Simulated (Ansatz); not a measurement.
# Isomers of CH4ClGe

2 of its isomers, all doublets with charge 0: A = `[CH3][GeH][Cl]`; B = `[CH2][GeH2][Cl]`.

Shapes, held fixed at every level: PBE0-D4/def2-TZVP. Flexible molecules stand in one conformer, not always the lowest. Programs: Ansatz 0.2.0.

Electronic energies in kJ/mol, without zero-point or thermal terms.

```json
{"level": "HF/def2-SVP", "kind": "Hartree–Fock", "B − A": "+53.9"}
{"level": "HF/def2-TZVPP", "kind": "Hartree–Fock", "B − A": "+55.6"}
{"level": "SPW92/def2-TZVPP", "kind": "LDA", "B − A": "+113.0"}
{"level": "PBE-D4/def2-TZVPP", "kind": "GGA", "B − A": "+101.3"}
{"level": "wB97M-V/def2-TZVPP", "kind": "range-separated hybrid", "B − A": "+94.9"}
{"level": "CCSD(T)/def2-SVP", "kind": "coupled cluster or CI", "B − A": "+83.1"}
{"level": "CCSD(T)/def2-TZVPP", "kind": "coupled cluster or CI", "B − A": "+83.3"}
```

The highest level, CCSD(T)/def2-TZVPP, puts A lowest of these. All levels agree on that. The B − A difference spans +53.9 to +113.0 kJ/mol over the levels. Open shells run unrestricted. Relativity is left out for Ge. Outer-core shells of Ge are correlated, in sets that cover them unevenly.

The germanium-centred radical A lies well below the carbon-centred radical B, by +83.3 kJ/mol at the highest level. Formally, going from A to B moves a hydrogen atom from carbon to germanium, so a strong C–H bond is exchanged for a weaker Ge–H bond. The diffuse valence orbitals of germanium overlap less well with hydrogen 1s than those of carbon do, and the unpaired electron is therefore better placed on germanium, in an orbital with appreciable s character.

The size of the preference depends far more on the treatment of electron correlation than on the change of basis set. Hartree–Fock falls below coupled cluster and all three density functionals lie above it, probably because the compact C–H pair and the more diffuse Ge–H pair carry different correlation energies, which each approximation recovers unevenly. The ordering is thus secure between these two structures, but it says nothing about how readily B would convert to A, since the barrier to the 1,2-hydrogen shift is a separate matter.
